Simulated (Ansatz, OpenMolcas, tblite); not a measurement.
BNH3ClO (SMILES NB(O)Cl): methods side by side

BNH3ClO has 7 atoms, charge 0, and is taken as a singlet. As SMILES, `NB(O)Cl`. The shape is that of a PBE0-D4/def2-TZVP optimisation. This is one conformer, not always the lowest.

Each level gives the electronic atomisation energy (eV). The values are calculated. Electronic energies at fixed atoms, without zero-point motion or spin-orbit coupling.

```
           level                   kind     program  value (eV)  CPU time (all runs)
        GFN2-xTB         semi-empirical      tblite       30.45            under 2 s
    HF/def2-SVPD           Hartree–Fock      Ansatz       20.93                3.3 s
 SVWN5/def2-SVPD                    LDA  OpenMolcas       33.67                 62 s
  BLYP/def2-SVPD                    GGA      Ansatz       28.88                8.1 s
revPBE/def2-SVPD                    GGA  OpenMolcas       28.55                 78 s
 M06-L/def2-SVPD               meta-GGA  OpenMolcas       29.01              2.5 min
 B3LYP/def2-SVPD          global hybrid  OpenMolcas       28.86                 86 s
 BHLYP/def2-SVPD          global hybrid  OpenMolcas       27.90                 74 s
   MP2/def2-SVPD    perturbation theory      Ansatz       28.20                4.2 s
  CCSD/def2-SVPD  coupled cluster or CI      Ansatz       26.98                 18 s
```

The values span 20.93 to 33.67 eV. CPU times are rough (shared hosts, several kinds of processor): they show what a rung costs within a factor of a few.

Electron correlation supplies a substantial part of the binding: Hartree–Fock gives only 20.93 eV, against 26.98 eV with CCSD. Separating the molecule into open-shell atoms breaks up the electron pairs of its bonds, so neglecting correlation penalises the molecule far more than the fragments. SVWN5 errs the other way, at 33.67 eV, the familiar overbinding of a local functional that describes the inhomogeneous densities of free atoms worse than that of the molecule. Gradient corrections remove much of this excess, and BLYP, revPBE, M06-L and B3LYP fall close together. The lower BHLYP value is consistent with its larger share of exact exchange.

CCSD is probably still too low, since it lacks connected triples and the modest basis recovers correlation incompletely. Its position below MP2 therefore doesn't show that MP2 overbinds relative to the exact energy, nor does the agreement among functionals establish their accuracy. These totals also cannot separate the strengths of the B–O, B–N and B–Cl bonds, or isolate the lone-pair donation into boron's formally empty p orbital.
